Orbit–orbit interaction in Pr³⁺ 4f²: a worked problem

PROBLEM

In atomic units, with αf the fine-structure constant, the orbit–orbit term of the Breit–Pauli Hamiltonian is

H_oo = −αf² Σ(i<j) Σ(a,b) p_ia K_ab p_jb,  K_ab = (δ_ab + n_a n_b)/(2r),

where r = |r_i − r_j| and n = (r_i − r_j)/r. All electrons of the shell share one real radial function P(r) = rR(r) with ∫P² dr = 1. The Marvin integrals are defined over the half domain r1 > r2:

M^k = (αf²/4) ∫ dr1 ∫(r2 < r1) dr2 P²(r1) P²(r2) r2^k / r1^(k+3).

If a source integrates over both orderings with the same prefactor, its M^k are twice these and every coefficient below is halved.

Typical values for Pr³⁺, all in cm⁻¹:
Marvin integrals: M⁰ = 2.0, M² = 1.1, M⁴ = 0.75
Fitted effective parameters, for part (d) only: α = +20, β = −600, γ = +1400

Group data for f². The unit tensor u(k) has reduced element ⟨l‖u(k)‖l⟩ = 1, U(k) = Σ_i u_i(k), and U(k)² is the scalar product of U(k) with itself. For l = 3,

L(L+1) = 84 U(1)²,  G(G2) = [3U(1)² + 11U(5)²]/4,  G(R7) = [3U(1)² + 7U(3)² + 11U(5)²]/5.

These Casimir operators take the values

term       ¹S    ³P    ¹D    ³F    ¹G    ³H    ¹I
G(R7)      0     1     7/5   1     7/5   1     7/5
G(G2)      0     1     7/6   1/2   7/6   1     7/6

(a) Find the tensor ranks that H_oo contains within l^N, and its form for p^N and d^N.
(b) Write H_oo in f^N as αL(L+1) + βG(G2) + γG(R7) + constant.
(c) Compute the first-order shifts of the seven terms of 4f².
(d) Size the other J-independent contributions and the effect of intermediate coupling.

SOLUTION

Step 1. From momenta to currents

K is divergence-free in both indices, so the order of p and K does not matter. A two-electron matrix element is then −αf² ∫∫ j1·K·j2, where j is the probability current of the transition m′ → m,

j = (1/2i)(ψ_m* ∇ψ_m′ − ψ_m′ ∇ψ_m*).

Stop and predict: both orbitals have the same R(r) and the same l. Has j a radial component, and has it a divergence?

It has neither. The radial part is proportional to R R′ − R R′ = 0. The divergence is (1/2i)(ψ_m* ∇²ψ_m′ − ψ_m′ ∇²ψ_m*), and ∇² multiplies both orbitals by the same function of r because l is the same. Now δ_ab/r − K_ab = ½ ∂_a∂_b r is a pure gradient, which integrates to zero against a divergence-free current. Hence

⟨H_oo⟩ = −αf² ∫∫ j1(r1)·j2(r2)/r12 d³r1 d³r2.

Parallel currents lower the energy.

Step 2. Which ranks appear

A tangential, divergence-free field on a sphere is a sum of the fields L Y_kq, with L = −i r×∇.

Stop and predict: which k survive? Think of inversion.

The product of two orbitals of the same l is even and the gradient is odd, so j(−r) = −j(r). The operator L is even, so L Y_kq has parity (−1)^k. Only odd k occur, and the triangle rule k ≤ 2l leaves k = 1, 3, …, 2l − 1. A p shell has rank 1, a d shell ranks 1 and 3, an f shell ranks 1, 3 and 5. The Coulomb repulsion has only even ranks within the shell.

Step 3. The strength of each rank

Diagonal currents fix the coefficients. For the state |l m⟩ the current is azimuthal, j_φ = (R²/r) m|Y_lm|²/sinθ. Expand it in P_k¹ = sinθ P_k′(cosθ), where the prime is the derivative of the Legendre polynomial and ∫(P_k¹)² dΩ = 4πk(k+1)/(2k+1):

m|Y_lm|²/sinθ = Σ_k b_k P_k¹,  b_k = (2k+1) t_k(m)/[4πk(k+1)],  t_k(m) = m⟨lm|P_k′(cosθ)|lm⟩.

The Cartesian components of the azimuthal field P_k¹ are spherical harmonics of order k, so 1/r12 contributes [4π/(2k+1)] r<^k / r>^(k+1). The two factors 1/r from the currents turn this into r<^(k−1) / r>^(k+2), and its integral with P²P² over both orderings is 8M^(k−1)/αf². Collecting factors, the direct element for m1, m2 is

E = −8 Σ_k M^(k−1) t_k(m1) t_k(m2)/[k(k+1)].

By the Wigner–Eckart theorem t_k(m) = τ_k ⟨lm|u(k)_0|lm⟩, and H_oo is a scalar, so

H_oo = −Σ(k odd) c_k M^(k−1) Σ(i<j) u_i(k)·u_j(k),  c_k = 8τ_k²/[k(k+1)].

Stop and predict: P_1′ = 1. What is the rank-1 term, and does it depend on l?

Here t_1(m) = m, the direct element is −4M⁰ m1 m2, and the operator is −4M⁰ Σ(i<j) l_i·l_j for every l. For p^N nothing else exists, and with 2Σ(i<j) l_i·l_j = L(L+1) − N l(l+1),

H_oo(p^N) = −4M⁰ Σ(i<j) l_i·l_j = −2M⁰ [L(L+1) − 2N].

The operator contains no spin, so it is independent of J. It has the Trees form αL(L+1) with α = −2M⁰, which is negative. In p² it gives +8M⁰ for ¹S, +4M⁰ for ³P and −4M⁰ for ¹D.

For higher ranks use the stretched state m = l, for which ⟨ll|u(k)_0|ll⟩² = [(2l)!]²/[(2l−k)!(2l+k+1)!], and the identities P_3′ = 1 + 5P_2 and P_5′ = 1 + 5P_2 + 9P_4.

d shell: ⟨P_2⟩ = −2/7, t_3(2) = −6/7, squared unit element 1/70, τ_3² = 360/7, c_3 = 240/7. So d^N adds −(240/7) M² Σ u_i(3)·u_j(3) to the rank-1 term.

f shell: ⟨P_2⟩ = −1/3 and ⟨P_4⟩ = 1/11 for m = 3.

k    t_k(3)    squared unit element    τ_k²       c_k
1    3         3/28                    84         336
3    −2        1/42                    168        112
5    5/11      1/924                   2100/11    560/11

As a test, the same averages taken for m = 2 and 1 give t_3 = +2, +2 and t_5 = −20/11, +25/11. The ratios 1 : −1 : −1 and 1 : −4 : 5 for m = 3, 2, 1 are those of pure rank-3 and rank-5 tensors.

Step 4. Casimir form for f^N

For one f electron u(k)·u(k) = 1/7, so Σ(i<j) u_i·u_j = ½[U(k)² − N/7].

Stop and predict: there are three odd ranks and three operators L(L+1), G(G2), G(R7). Can anything be left over?

Only a constant, because the three definitions invert:

U(1)² = L(L+1)/84,  7U(3)² = 5G(R7) − 4G(G2),  11U(5)² = 4G(G2) − L(L+1)/28.

Inserting them rank by rank:

−168M⁰ U(1)² = −2M⁰ L(L+1)
−56M² U(3)² = −40M² G(R7) + 32M² G(G2)
−(280/11)M⁴ U(5)² = −(1120/121)M⁴ G(G2) + (10/121)M⁴ L(L+1)

The result holds for every f^N:

H_oo = α_oo L(L+1) + β_oo G(G2) + γ_oo G(R7) + Nε
α_oo = −2M⁰ + (10/121)M⁴
β_oo = 32M² − (1120/121)M⁴
γ_oo = −40M²
ε = 24M⁰ + 8M² + (40/11)M⁴

Step 5. Numbers

The unit factor is αf² E_h/4 = 2.922 cm⁻¹ for an integral of 1 a0⁻³, so M⁰ = 2.0 cm⁻¹ corresponds to a half-domain integral of 0.68 a0⁻³. Then

α_oo = −4.0 cm⁻¹ + 0.062 cm⁻¹ = −3.9 cm⁻¹
β_oo = 35.2 cm⁻¹ − 6.9 cm⁻¹ = +28 cm⁻¹
γ_oo = −44 cm⁻¹
ε = 59.5 cm⁻¹

Stop and predict: order the seven terms by their shift, and guess where the sign changes.

Rank 1 gives −2M⁰[L(L+1) − 24], which falls with L and changes sign between L = 4 and L = 5. With N = 2 and the group data, the exact coefficients are

term    M⁰      M²       M⁴
¹S      +48     +16      +80/11
³P      +44     +8       −20/11
¹D      +36     −8/3     −100/33
³F      +24     −8       +40/11
¹G      +8      −8/3     −680/363
³H      −12     +8       +60/121
¹I      −36     −8/3     −20/363

For ³H, as an example, the M² coefficient is 32·1 − 40·1 + 2·8 = +8. The ¹I row can be had without group theory, because |3 3⟩|3 3⟩ is pure ¹I: −8[9/2, 4/12, (25/121)/30] = [−36, −8/3, −20/363].

In cm⁻¹, with the last two columns formed from unrounded parts:

term    M⁰ part    M² part    M⁴ part    total    relative to ³H
¹S      +96        +17.6      +5.5       +119     +134
³P      +88        +8.8       −1.4       +95      +110
¹D      +72        −2.9       −2.3       +67      +82
³F      +48        −8.8       +2.7       +42      +57
¹G      +16        −2.9       −1.4       +12      +26
³H      −24        +8.8       +0.4       −15      0
¹I      −72        −2.9       −0.04      −75      −60

The shifts span 194 cm⁻¹ from ¹I to ¹S, of which rank 1 supplies 168 cm⁻¹. The higher ranks matter more for neighbouring terms: rank 1 alone would widen ³F − ³H by 72 cm⁻¹, and the full operator widens it by 57 cm⁻¹.

Stop and predict: a closed shell has L = 0 and no net current. Is its orbit–orbit energy zero?

It is not. The direct part vanishes, but the exchange part, carried by transition currents between electrons of equal spin, remains. The formulas give +24M⁰ for p⁶ and 14ε for f¹⁴. The closed-shell energy must also equal the sum over all 91 pair states of f², weighted by (2S+1)(2L+1). For the M⁰ column this is 48 + 396 + 180 + 504 + 72 − 396 − 468 = 336 = 14·24, and the M² column gives 112 = 14·8.

Step 6. What competes with these shifts

Configuration interaction. Two-electron excitations out of 4f² generate, in second order, effective operators of the same odd ranks, which is the reason for the parameters α, β and γ. The seven operators u_1(k)·u_2(k), k = 0 to 6, are independent on the seven terms. The Slater integrals F^k therefore cannot absorb H_oo, while α, β, γ and the configuration average absorb it entirely.

Stop and predict: a fit returns α = +20 cm⁻¹ with no separate orbit–orbit operator. Is the electrostatic part larger or smaller than that?

It is larger: assigning the remainder to configuration interaction gives 20 cm⁻¹ − (−3.9 cm⁻¹) = 24 cm⁻¹. The orbit–orbit parts oppose the typical fitted values in all three parameters and amount in size to 20 per cent of α, 5 per cent of β and 3 per cent of γ. For the interval ¹I − ³H the differences are 12 in L(L+1), 1/6 in G(G2) and 2/5 in G(R7), so the typical parameters contribute 240 − 100 + 560 = +700 cm⁻¹. With −60 cm⁻¹ from H_oo, the remainder is about +760 cm⁻¹. Term energies alone cannot separate the two parts.

Contact terms. The two-electron Darwin term −παf² δ(r12) and the spin–spin contact term −(8π/3)αf² s1·s2 δ(r12) add to +παf² δ(r12) for a singlet pair and vanish for a triplet, whose spatial function is zero at r12 = 0. For ¹S the angular function is (√7/4π)P_3 of the cosine of the angle between the electrons, so ⟨δ(r12)⟩ = 7X/4π with X = ∫P⁴ r⁻² dr, and the shift is 7(αf²/4)X. For an assumed single Slater function P ∝ r⁴e^(−ζr), X is 2.59 times the half-domain integral in M⁰, whatever ζ is. The shift is then 7 × 2.59 × 2.0 cm⁻¹ = 36 cm⁻¹, against 119 cm⁻¹ from H_oo. These terms have even rank only and disappear into the fitted F^k.

Spin–spin dipolar and spin–other-orbit terms contain the same M^k and are of similar order, but within an LS term they split the J levels and leave the centre of gravity unmoved.

Intermediate coupling. The spin–orbit interaction mixes terms of equal J. H_oo is diagonal in S and L within f², so a level shifts by the mean of the table entries weighted with its LS composition.

Stop and predict: which levels of 4f² keep the pure-term shift exactly?

The levels ³P₁, ³F₃ and ³H₅ do, since J = 1, 3 and 5 each occur once. The intervals ³F₃ − ³H₅ and ³P₁ − ³H₅ of the free ion thus grow by 57 and 110 cm⁻¹. For J = 4 the entries of ³F and ¹G differ by 30 cm⁻¹, so each tenth of weight moved from ³F to ¹G lowers the shift of a level by 3.0 cm⁻¹, and an apparent dependence on J arises.

RESULT

With the typical Marvin integrals above, the model gives α_oo = −3.9 cm⁻¹, β_oo = +28 cm⁻¹, γ_oo = −44 cm⁻¹, and term shifts running from +119 cm⁻¹ for ¹S to −75 cm⁻¹ for ¹I. These numbers are the model's: first order, one radial function, inputs chosen as typical for Pr³⁺. Typical values of M⁰ for this ion range from about 1.7 to 2.2 cm⁻¹, and since the shifts are linear in the M^k, they are uncertain by up to about 15 per cent if the three integrals scale together.